# Where functionals fail for vinylstannane

The local density approximation (LDA), here SPW92, overbinds this molecule by 372 kJ/mol, about one eighth of its whole atomization energy. Gradient corrections remove nearly all of that error. The clear failures that remain have the opposite sign: BHLYP, revPBE and r2SCAN0 bind too weakly. In both kinds of failure, the way a functional treats exchange in the free atoms and in the molecule plays a large part.

Gas-phase vinylstannane (C2H6Sn, 8 bonds), computed with Ansatz 0.2.0: functionals in def2-TZVPP and a focal-point estimate of frozen-core CCSD(T) at the basis-set limit, all at the PBE0-D4/def2-TZVP geometry with a def2 core potential on tin. In the estimate for the molecule, Hartree-Fock and MP2 correlation are extrapolated from def2-TZVPP and def2-QZVPP, while CCSD(T) less MP2 comes from def2-TZVPP alone; the values for the free atoms are as a rule made the same way. The atomization energy is that of the free atoms minus that of the molecule at the same level, electronic only, with no zero-point or spin-orbit term.

```csv
functional,class,"exact exchange, short range (%)","exact exchange, long range (%)",atomization energy (kJ/mol),functional less CCSD(T) (kJ/mol),that difference per bond (kJ/mol),D4 term (kJ/mol)
SPW92,LDA,0,0,3338.1,372.3,46.5,n/a
PBE-D4,GGA,0,0,2977.8,12.0,1.5,-15.4
revPBE-D4,GGA,0,0,2915.3,-50.5,-6.3,-45.3
BLYP-D4,GGA,0,0,2933.3,-32.5,-4.1,-33.8
r2SCAN-D4,meta-GGA,0,0,2947.7,-18.1,-2.3,-3.6
B97M-V,meta-GGA,0,0,2986.4,20.6,2.6,n/a
r2SCANh-D4,global hybrid,10,10,2934.6,-31.1,-3.9,-3.9
B3LYP-D4,global hybrid,20,20,2950.6,-15.2,-1.9,-25.0
PBE0-D4,global hybrid,25,25,2944.4,-21.4,-2.7,-13.0
r2SCAN0-D4,global hybrid,25,25,2916.4,-49.4,-6.2,-4.3
HSE06-D4,screened hybrid,25,0,2944.9,-20.9,-2.6,-12.2
BHLYP-D4,global hybrid,50,50,2888.2,-77.6,-9.7,-20.1
CAM-B3LYP-D4,range-separated,19,65,2963.4,-2.4,-0.3,-13.3
LC-wPBE,range-separated,0,100,2929.6,-36.2,-4.5,n/a
wB97X-V,range-separated,17,100,2963.8,-2.0,-0.2,n/a
wB97M-V,range-separated,15,100,2954.2,-11.6,-1.5,n/a
```

## Which differences count as failures

The CCSD(T) reference is itself an estimate, and its largest known weakness is tin: it correlates the outer-core electrons there in basis sets that aren't made for them, which can shift it by up to about 4 kJ/mol a bond. Only four of the eight bonds involve tin, but I count all eight and take 32 kJ/mol as a cautious margin. It doesn't cover the error of the functionals' finite basis, nor that of the focal-point estimate, which takes the step from MP2 to CCSD(T) from triple zeta alone. Neither error is known here, but both are probably well below the margin. SPW92 exceeds the margin more than elevenfold, BHLYP more than twofold, and revPBE and r2SCAN0 by about half. These last two count as clear failures only if the uncovered errors together stay below about 17 kJ/mol. BLYP lies on the margin and can't be judged.

LC-wPBE also lies slightly beyond the margin, but its tabulated energy may or may not include the dispersion term of its run. If that term has still to be added, the difference shrinks from -36 to -23 kJ/mol. I therefore don't count it as a clear failure.

A faulty reference would shift every difference by the same amount. It would leave the gaps between functionals unchanged, so the search for causes rests on those gaps. All rows also share one geometry, so the gaps don't come from different structures.

## Why LDA binds too strongly

LDA treats each small region as part of a uniform electron gas. Where the density changes rapidly, this makes the exchange energy too weak, and the total energy comes out too high. Separate atoms suffer more from this than the molecule, in which bonding smooths part of the valence density. The atoms are therefore placed too high relative to the molecule, and pulling the molecule apart appears too costly.

A gradient correction lowers the atoms more than the molecule and so reduces the atomization energy. PBE turns into SPW92 when its gradient terms are switched off, which makes the two a clean pair. Without PBE's dispersion term, the gradient terms lower the atomization energy by 376 kJ/mol. revPBE keeps PBE's correlation but strengthens exchange further where gradients are large, and the energy falls by another 92 kJ/mol. The total energies of the runs, combined with the atomization energies, show where this comes from. From SPW92 to PBE the molecule is lowered by 27 eV, but the separate atoms together by 31 eV. From PBE to revPBE both are lowered again, the atoms by about 1 eV more. That the steeper density changes in the atoms are the cause is the standard theoretical explanation.

## What the dispersion term hides

The D4 term is the molecule's dispersion energy. It is negative and therefore raises the atomization energy. At one and the same geometry it is -3.6 kJ/mol for r2SCAN and -45.3 for revPBE, so it can't be a pure measure of physical dispersion. It is adjusted to each functional and also makes up for attraction that the functional lacks.

In revPBE it covers almost half of the failure: without D4 the difference from the reference is -96 kJ/mol instead of -50. For PBE it even changes the sign, from -3 to +12, although both values lie well inside the margin. An unusually large dispersion term in such a small molecule is thus a warning that the underlying functional binds too weakly. A small term is no all-clear, though: r2SCAN0 has only -4.3 kJ/mol and is still one of the clear failures.

## Why exact exchange lowers the binding

Electrons in a bond avoid each other partly by staying near opposite atoms. Exact exchange doesn't contain this left-right correlation, whereas the approximate exchange of a GGA or meta-GGA imitates some of it. When exact exchange replaces part of the approximate exchange and the correlation functional stays the same, some of that binding is lost.

If the orbitals hardly change, the loss is proportional to the share replaced:

$$D(a) = D(0) + k\,a$$

Here $D$ is the atomization energy without D4 and $a$ is the percentage of exact exchange. The slope $k$ is the change in binding when one per cent of the approximate exchange is replaced by exact exchange.

The r2SCAN family allows a test. Exchange is mixed linearly by construction, so what is tested is only whether the response of the orbitals has little net effect on the atomization energy. Removing D4 gives $2947.7-3.6=2944.1$ kJ/mol for r2SCAN and $2934.6-3.9=2930.7$ for r2SCANh, which has 10% exact exchange. The slope is therefore $(2930.7-2944.1)/10=-1.34$ kJ/mol per percentage point. For the 25% of r2SCAN0 this predicts a fall of $25\times1.34=33.5$ kJ/mol; the calculation gives 32.0. The slope came from the first two functionals only, so r2SCAN0 is a real, if short, extrapolation.

## Where the slope doesn't carry over

The same slope nearly serves for PBE and PBE0, whose energies differ by 31 kJ/mol without D4. It fails for BLYP and BHLYP: 50% exact exchange should cost 67 kJ/mol, but costs only 31. In terms of the model, the approximate exchange in BLYP contributes less extra binding over exact exchange, so less is lost on replacing it. The slope depends on the parent functional and isn't a constant of the molecule.

BHLYP is nevertheless the worst functional after LDA, partly because its parent starts low. Without D4, BLYP already lies 66 kJ/mol below the reference, and exact exchange takes it further down, to 97.7 below. The D4 term of BHLYP makes up for only 20.1 of that. Without D4, revPBE lies almost as low, but its D4 term gives back more than twice as much. To guess the error of a simple hybrid, one needs the error of its parent without D4, the slope, and the hybrid's own D4 term.

B3LYP shows what happens when a second ingredient changes. It contains 20% exact exchange, yet it binds more strongly than BLYP. Without D4 it lies 39 kJ/mol above the straight line from BLYP to BHLYP. B3LYP keeps 72% of the gradient correction to exchange, where simple replacement would keep 80%, and this moves it back towards LDA. Eight per cent of the gap between SPW92 and BLYP without D4 is 35 kJ/mol, which is the right size. This is only a rough estimate, since the gap also contains a change in correlation and B3LYP, here in the form with VWN-RPA correlation, alters its correlation as well.

## A high share alone is no failure

CAM-B3LYP reaches 65% exact exchange at long range and wB97X-V reaches 100%, yet both lie within 3 kJ/mol of the reference. At short range they use less than 20%, and their other parts were chosen to go with this division. PBE0 and HSE06 show that exact exchange over large distances can matter little here: HSE06 leaves it out, yet without D4 the two atomization energies differ by only about 1 kJ/mol. What matters is the balance between exchange and correlation, and a large percentage in the table doesn't by itself announce an error.

CAM-B3LYP and wB97X-V can't be called the most accurate, however. Their differences are far smaller than the margin of the reference, and the functionals were run in a finite basis while the reference is a focal-point estimate of the basis-set limit, with an error of its own. For this molecule the table is good for rejecting LDA and for spotting functionals that bind far too weakly, but it can't rank the functionals that come close. The printed analysis below gives the differences with and without D4 and the tests of the straight line.

The analysis program printed:

```
Differences from CCSD(T) in kJ/mol:
           row  tabulated  without D4  size over reference uncertainty
         SPW92      372.3         n/a                            11.63
        PBE-D4         12        -3.4                            0.375
     revPBE-D4      -50.5       -95.8                            1.578
       BLYP-D4      -32.5       -66.3                            1.016
     r2SCAN-D4      -18.1       -21.7                           0.5656
        B97M-V       20.6         n/a                           0.6438
    r2SCANh-D4      -31.1         -35                           0.9719
      B3LYP-D4      -15.2       -40.2                            0.475
       PBE0-D4      -21.4       -34.4                           0.6687
    r2SCAN0-D4      -49.4       -53.7                            1.544
      HSE06-D4      -20.9       -33.1                           0.6531
      BHLYP-D4      -77.6       -97.7                            2.425
  CAM-B3LYP-D4       -2.4       -15.7                            0.075
       LC-wPBE      -36.2         n/a                            1.131
       wB97X-V         -2         n/a                           0.0625
       wB97M-V      -11.6         n/a                           0.3625
Reference uncertainty for eight bonds, kJ/mol: 32
Functionals whose difference exceeds it, number: 6
SPW92 overbinding, per cent of the reference: 12.55
Fall from SPW92 to PBE without D4, kJ/mol: 375.7
Fall from PBE to revPBE without D4, kJ/mol: 92.4
Fall from PBE to revPBE with D4, kJ/mol: 62.5
Slope from r2SCAN to r2SCANh without D4, kJ/mol per point of exact exchange: -1.34
Fall from r2SCAN to r2SCAN0 predicted by the slope, kJ/mol: 33.5
Fall from r2SCAN to r2SCAN0 computed without D4, kJ/mol: 32
Fall from PBE to PBE0 computed without D4, kJ/mol: 31
Fall from BLYP to BHLYP predicted by the r2SCAN slope, kJ/mol: 67
Fall from BLYP to BHLYP computed without D4, kJ/mol: 31.4
B3LYP above straight mixing of BLYP and BHLYP, without D4, kJ/mol: 38.66
Rough estimate from 8 per cent of the SPW92 to BLYP gap, kJ/mol: 35.09
LC-wPBE difference if its dispersion term is still missing from the table, kJ/mol: -23.2
```
